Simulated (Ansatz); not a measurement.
A series in volume scale on PtC

All results are calculated (Ansatz 0.2.0). Periodic Kohn-Sham DFT of a crystal at fixed atoms, scaled to volume_scale times the given cell; pressure positive in compression, energy less spherical unpolarised free atoms, largest_vzz the field gradient of largest size among the nuclei.

The cell before it is scaled or strained (space group Fm-3m, No. 225):
```
PtC
1.0
      0.0000     2.2329     2.2329
      2.2329     0.0000     2.2329
      2.2329     2.2329     0.0000
Pt C
1 1
Direct
  0.00000 0.00000 0.00000
  0.50000 0.50000 0.50000
```

Settings of every row: method all-electron LAPW; functional PBE; relativity scalar; k mesh 13x13x13; filling fermi-dirac; smearing width 0.03 eV; basis error target 0.25 meV/atom; nucleus gaussian.

Atom start moment: 0 on all atoms.

Limits: no spin-orbit coupling on heavy atoms; the cell comes from a prototype or a list of computed structures and needn't be the stable phase.

| row | volume scale | V (Å³/atom) | energy less free atoms (eV/atom) | pressure (GPa) |
| --- | --- | --- | --- | --- |
| 1 | 0.9405 | 10.47 | ? | ? |
| 2 | 0.98 | 10.91 | -6.2047 | 5.481 |
| 3 | 1 | 11.133 | -6.2084 | -0.025 |
| 4 | 1.02 | 11.356 | -6.2049 | -4.907 |
| 5 | 1.06 | 11.801 | -6.1795 | -13.02 |

Question: what energy less free atoms and pressure should row 1 give?

Worked fit of energy less free atoms. Take u = (V_r/V)^(2/3) − 1 with V_r = 11.244 Å³ an atom, which is twice the finite (Eulerian) strain; such expansions in the strain, on which the Birch-Murnaghan equation of state is built, carry the rest volume and the bulk modulus. The shown rows have u = 0.02031, 0.00664, -0.00659, -0.03172. Least squares give energy less free atoms = −6.2075 − 0.261 × u + 19.603 × u² eV/atom; a straight line predicts inner rows, each left out in turn, worse (root mean square 0.0083 against 6.8e-05 eV/atom). All shown rows lie on it to the printed digit. The withheld row has u = 0.0487, so the fit gives −6.2075 − 0.261 × (0.0487) + 19.603 × (0.0487)² = -6.1737 eV/atom.

The calculation gave -6.1724 eV/atom. The fit lies 0.0013 eV/atom (3.6 % of the column's range) below it; its largest miss of a shown row is 0.0000 eV/atom. This row lies beyond the range of the fit.

Worked fit of pressure. Take u = (V_r/V)^(2/3) − 1 with V_r = 11.244 Å³ an atom, which is twice the finite (Eulerian) strain; such expansions in the strain, on which the Birch-Murnaghan equation of state is built, carry the rest volume and the bulk modulus. The shown rows have u = 0.02031, 0.00664, -0.00659, -0.03172. Least squares give pressure = −2.5282 + 369.478 × u + 1221.1 × u² GPa; a straight line predicts inner rows, each left out in turn, worse (root mean square 0.52 against 0.008 GPa). The rows lie off it by 0.001, -0.004, 0.003, -0.001. The pressure vanishes at u = 0.0067, or V = 11.13 Å³ an atom, and there the bulk modulus at fixed shape and fractions is B = −V dP/dV = (2/3)(1 + u) dP/du = 259 GPa. The withheld row has u = 0.0487, so the fit gives −2.5282 + 369.478 × (0.0487) + 1221.1 × (0.0487)² = 18.361 GPa.

The calculation gave 18.543 GPa. The fit lies 0.182 GPa (0.58 % of the column's range) below it; its largest miss of a shown row is 0.004 GPa. This row lies beyond the range of the fit.
